Hf2N (P4_2/mnm, a = 5.313, c = 3.242 Å) at fixed geometry, computed with Ansatz 0.2.0: r2SCAN, scalar-relativistic plane-wave PAW (soft_2 datasets), no spin polarisation. The k mesh is 8×8×12, Gaussian smearing 0.1 eV and density cutoff four times the wave cutoff. The reference is 850 eV; energies are at zero smearing, pressures positive in compression and corrected for the finite cutoff.

```csv
wave cutoff (eV),energy less reference (meV/atom),pressure less reference (GPa),largest force change (eV/Å),plane waves at gamma
150,26000,7.15,0.0626,383
200,5040,-0.42,0.0522,607
250,1040,-1.41,0.0124,801
300,165,-0.103,0.00602,1113
350,28.2,-0.04,0.00039,1365
380,11.1,0.076,0.0013,1527
460,2.41,0.022,0.0003,2063
500,1.91,0.019,0.00026,2343
520,1.72,0.016,0.00022,2457
600,1.04,0.004,3e-05,3073
700,0.478,0.004,3e-05,3825
```

**The energy improves in one direction only, but the pressure and the forces do not.** Each higher cutoff lowers the energy of Hf₂N towards the value at 850 eV, quickly at first and slowly later. The errors of the pressure and the forces become small much sooner, yet the pressure error changes sign twice on the way. Both habits follow from what a short wave can add to the description of an electron, and from how much of that gain belongs to the single atom.

### Why the energy falls steeply

The calculation builds each electron orbital from plane waves. A short wave has a high kinetic energy, and the wave cutoff is the highest kinetic energy that is admitted. Raising it keeps all the old waves and adds shorter ones. The orbitals gain freedom and lose none, so by the variational principle the energy can only go down. The density is put on a finer grid at the same time, which this argument leaves aside, but the computed energy does fall in every row.

How far it falls depends on what the new waves are needed for. A broad, smooth orbital is well described by long waves, while an orbital packed close to its nucleus needs short ones. Hf₂N has compact orbitals on both elements. The calculation treats the filled 4f shell of hafnium as active electrons, together with its 5s and 5p shells, and nitrogen brings its 2p electrons.

The 4f and 2p orbitals share a reason for being compact. Each is the lowest shell of its angular type, so no inner shell of the same type pushes it outwards. The PAW method replaces the rapid variation near the nucleus by something smoother, but it can't make such an orbital broad. That these states cause the steep part of the curve is standard knowledge of plane-wave calculations; the results here don't separate the share of hafnium from that of nitrogen.

At 150 eV even the shortest waves are too long for the detail of these states, and the energy lies 26 eV per atom above the reference. By 350 eV this error has shrunk about 900-fold. Over this range each further step of 50 eV brings roughly a fifth of the gain of the step before. Such a rapid decline is typical of smoothed orbitals, whose short-wave content dies away quickly beyond the scale of their finest detail.

The number of waves matters less than their length. Going from 150 to 200 eV adds 224 waves at the gamma point, the centre of the k mesh, and lowers the energy by 21 eV per atom. Going from 500 to 700 eV adds 1482 waves and gains only 1.4 meV per atom. The first group supplies detail that the orbitals badly lack, and the second refines what is already well described.

### Why the last few meV come slowly

The curve bends near 460 eV. Between 380 and 460 eV the energy still falls by about 5 meV per atom for each 50 eV of cutoff, but between 460 and 500 eV by only 0.6. From there the fall slackens gently, and between 700 and 850 eV it is still about 0.16 meV per atom for each 50 eV. These figures are differences between neighbouring cutoffs, so the bend doesn't depend on the choice of reference.

Such a bend is expected where the main shape of the compact orbitals has been captured and only small refinements remain. The slow part that follows has a less certain origin. The cutoff for the electron density is always four times the wave cutoff, so the density grid becomes finer in the same steps. The functional r2SCAN is less sensitive to such grids than its forerunner SCAN, but still more demanding than simpler functionals such as PBE. The tail may therefore come from the waves, from the grid or from both. Grid errors tend to be irregular and of either sign, so the steady fall in these rows points more to the waves. Raising one cutoff while the other is held fixed would separate them.

The continuing fall also limits what the last row can promise. The 0.48 meV per atom at 700 eV is an error against 850 eV, not against a complete set of waves. The true remaining error is probably larger, by an amount that these rows don't fix.

### Why pressure and forces are better than the energy

At 300 eV the energy is wrong by 165 meV per atom, yet the pressure is wrong by only about 0.1 GPa. The reason is that pressure measures how the energy changes with volume. An error that stays the same when the cell swells drops out of it. In the same way, a force measures how the energy changes when an atom moves, and an error that travels with the atom drops out.

The table allows an estimate of how constant the energy error is. Let $\delta$ be the energy error per atom at a given cutoff, $V$ the volume per atom and $\Delta P$ the pressure error. Pressure is minus the slope of energy against volume, so

$$\Delta P=-\frac{\partial \delta}{\partial V}.$$

If the volume grows by 1 %, the size of the change in $\delta$ is therefore $0.01\,V\,|\Delta P|$. At 300 eV, with $V=15.25$ Å³ and 1 eV/Å³ equal to 160.2 GPa,

$$0.01\times 15.25\ \text{Å}^3\times\frac{0.103\ \text{GPa}}{160.2\ \text{GPa}/(\text{eV/Å}^3)}\approx 0.0001\ \text{eV}=0.1\ \text{meV}.$$

An error of 165 meV thus changes by about 0.1 meV when the cell swells by 1 %. Up to 350 eV the change is never more than about 0.14 % of the energy error itself. This is the behaviour of an error that sits mainly in compact orbitals: each atom carries it along and hardly notices where its neighbours are. From 380 eV upwards the change is 0.4 to 0.9 %. The pressure errors behind these figures are a few hundredths of a GPa or less, small enough to come from the cutoff correction or from the reference itself, so they don't show whether the remaining error belongs less to the single atom.

The estimate uses the computed pressure and has not been checked by a calculation at a second volume. It also shows where the comfort ends. At 150 eV the change is only a tiny fraction of the energy error, but the energy error is so large that the pressure is still wrong by 7 GPa. A small fraction of a huge error can be a serious error.

The argument holds only if the cutoff stays the same while the volume changes. If the program keeps the same list of waves instead, these stretch as the cell swells, and the cutoff effectively drops. The energy then rises for a purely numerical reason, and the pressure comes out too low. This is the Pulay stress, and it is worst where the energy depends steeply on the cutoff. The pressures in the table are corrected for it. The size of the correction isn't reported, but from the steepness of the energy curve it is expected to be of the order of 10 GPa at 300 eV. Without it the pressure there would be far worse than the table shows. The error left in the table at 300 eV is then only about a hundredth of the correction. The percentages above show that the volume dependence is small, but their exact values rest on how good the correction is.

### Why the small errors are irregular

The variational principle gives the energy error a direction, but it gives none to a slope. Imagine two curves of energy error against cutoff, one for the cell as it is and one for a slightly larger cell. Both fall steadily towards zero, yet they may cross on the way. At a crossing the pressure error vanishes although both energies are still wrong.

Such a crossing may lie between 350 and 380 eV, where the pressure error goes from −0.04 to +0.076 GPa. The correction for the Pulay stress is expected to be many times larger than these errors, so a flaw of a few per cent in it could flip the sign as well; the rows can't tell the two apart. Either way, the row at 350 eV looks better than the one at 380 eV, although its energy is worse. The largest force change behaves alike and is three times smaller at 350 than at 380 eV. The force error on hafnium has opposite signs at 250 and 500 eV, so it changes sign between them. A crossing near 350 eV would explain the small value there, but the signs at hand don't fix its place.

The row at 200 eV hides its error in another way. Its pressure is off by only −0.42 GPa, much less than in the rows on either side. But the pressure is an average over three directions. The stress is too high by 1.6 GPa along each of the two equal axes and too low by 4.55 GPa along the short axis, and most of this cancels.

The cause was not tested. At so low a cutoff the correction for the Pulay stress is expected to be very large, and a small flaw in it that differs between the long and short directions of the cell would be enough. Waves that enter in discrete groups could cause such a flaw, though the many points of the k mesh smooth out much of it. From 250 eV upwards the stress errors have the same sign along all axes.

The most deceptive row is the one at 250 eV. The reference calculation finds a pressure of 1.43 GPa and a small force on each hafnium atom, so this cell is not quite at rest. At 250 eV the errors happen to be nearly equal in size to these values and opposite to them, and both pressure and force nearly vanish. The cell looks almost relaxed, while the energy is still wrong by about 1 eV per atom.

### What to do about it

Judge a cutoff by several neighbouring rows, never by one small value. For the pressure, look at the stress along each axis as well as the average. A small error can be trusted when it stays small as the cutoff rises further. Here this is so from 460 eV upwards, where the pressure error remains within about 0.02 GPa and the force change within 0.0003 eV/Å.

For routine work on this compound 500 eV is a sensible start. The runs up to 460 eV carried a warning that their cutoff was below the recommended one, and those from 500 eV upwards did not. At 500 eV the energy is about 2 meV per atom above the reference, and the errors of pressure and force are minor for most purposes.

When energies are compared, use the same cutoff and the same atomic datasets throughout. The part of the error that belongs to the atoms then largely cancels, provided that both sides contain the same numbers of each atom. The table supports this for small changes of volume. A reaction that gives the atoms quite different neighbours is a larger change, so repeat the energy difference itself at a higher cutoff. If that difference holds still, the slow fall of the total energies does no harm.
